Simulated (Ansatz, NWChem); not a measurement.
How basis sets differ on SiH4S (sulfanylsilane)

SiH4S: 6 atoms, total charge 0, spin state singlet. SMILES: `[SiH3]S`. The coordinates come from a PBE0-D4/def2-TZVP relaxation.

Each level gives the electronic atomisation energy (eV). The values are calculated. Electronic energies at fixed atoms, without zero-point motion or spin-orbit coupling.

| level | kind | program | value (eV) | CPU time (all runs) |
| --- | --- | --- | --- | --- |
| PBE0/6-311G** | global hybrid | NWChem | 16.97 | 11 s |
| PBE0/6-31G | global hybrid | NWChem | 15.25 | 7 s |
| PBE0/6-31G** (spherical functions) | global hybrid | NWChem | 17.11 | 9.7 s |
| PBE0/STO-3G | global hybrid | Ansatz | 22.63 | 1.6 s |
| PBE0/3-21G | global hybrid | NWChem | 15.54 | 5.2 s |
| PBE0/6-31G* (spherical functions) | global hybrid | NWChem | 16.94 | 8.6 s |

The values span 15.25 to 22.63 eV. Without the sets that lack polarisation functions the rows with a basis span only 16.94 to 17.11 eV. Times are those of the runs behind each value, whatever else they computed, on shared processors of several kinds: orders of magnitude only.

Polarisation functions matter most here among the split-valence sets. Adding d functions to silicon and sulfur raises the atomisation energy from 15.25 to 16.94 eV, whereas p functions on hydrogen then bring it only to 17.11 eV. The d functions let the density around the heavy atoms distort towards the Si–S, Si–H and S–H bonds, a freedom the spherical or near-spherical free atoms need far less. This is polarisation of ordinary two-centre bonds, not evidence for d-orbital valence at silicon.

STO-3G errs the other way, at 22.63 eV. Its contracted functions are scaled for atoms in molecules and cannot relax to the more diffuse free atoms, notably hydrogen, so the overbinding probably comes largely from atomic reference energies that are too high. Size alone therefore does not order the results: 3-21G lies above 6-31G, and 6-311G** slightly below 6-31G**, as errors in molecule and atoms cancel unevenly. The close agreement of the polarised sets does not establish convergence to the basis-set limit, since none includes f functions on silicon or sulfur.
